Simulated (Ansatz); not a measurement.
## Which isomer of BFH5NSi gives these data?

These gas-phase data were calculated for one isomer of BFH5NSi at B3LYP-D3(BJ)/6-311G** (harmonic, unscaled wavenumbers; equilibrium rotational constants with average atomic masses):

| Property | Result |
| --- | --- |
| rotational constants | 14.77, 3.398, 3.182 GHz |
| all wavenumbers above 1500 cm⁻¹ | 3562, 2657, 2577, 2306, 2272 |
| dipole moment | 1.61 D (PBE0/def2-TZVPD) |

Candidates:

(1) `BN[SiH2]F`, a singlet
(2) `FBN[SiH3]`, a singlet

Question: Assign the data to one candidate and say why.

Answer: Candidate (1). 2 modes lie between 2350 and 2900 cm⁻¹, one for each B–H bond, while (2) has 1.

The same quantities for all candidates:

|  | rotational constants (GHz) | wavenumbers above 1500 cm⁻¹ | dipole (D) | E above the lowest, B3LYP-D3(BJ)/6-311G** (kcal/mol) |
| --- | --- | --- | --- | --- |
| (1) | 14.77, 3.398, 3.182 | 3562, 2657, 2577, 2306, 2272 | 1.61 | 1.3 |
| (2) | 33.48, 2.33, 2.234 | 3553, 2650, 2270, 2236, 2230 | 1.73 | 0.0 |

Harmonic stretches to hydrogen usually lie a few per cent above observed fundamentals. Each candidate is one conformer. Programs: Ansatz 0.2.0.

The stretching pattern locates the fluorine. In (1) the modes at 2657 and 2577 cm⁻¹ are the antisymmetric and symmetric stretches of a BH₂ group, and the pair at 2306 and 2272 cm⁻¹ belongs to SiH₂F. Moving fluorine to boron leaves one B–H stretch and three Si–H stretches, which lie lower on the whole. This fits Bent's rule: electronegative fluorine draws silicon p character, leaving more s character in the Si–H bonds. The N–H stretch and the dipole moment barely discriminate.

The rotational constants support the assignment independently. Those of (2) fit an extended, planar F–B–N–Si skeleton, whereas those of (1) imply a more compact shape with fluorine probably turned out of the B–N–Si plane. The near-degeneracy suggests that the preference of boron for fluorine, aided by π donation into its empty p orbital, is almost offset by the strong, polar Si–F bond. A gap of 1.3 kcal/mol is too small to settle which isomer is more stable.
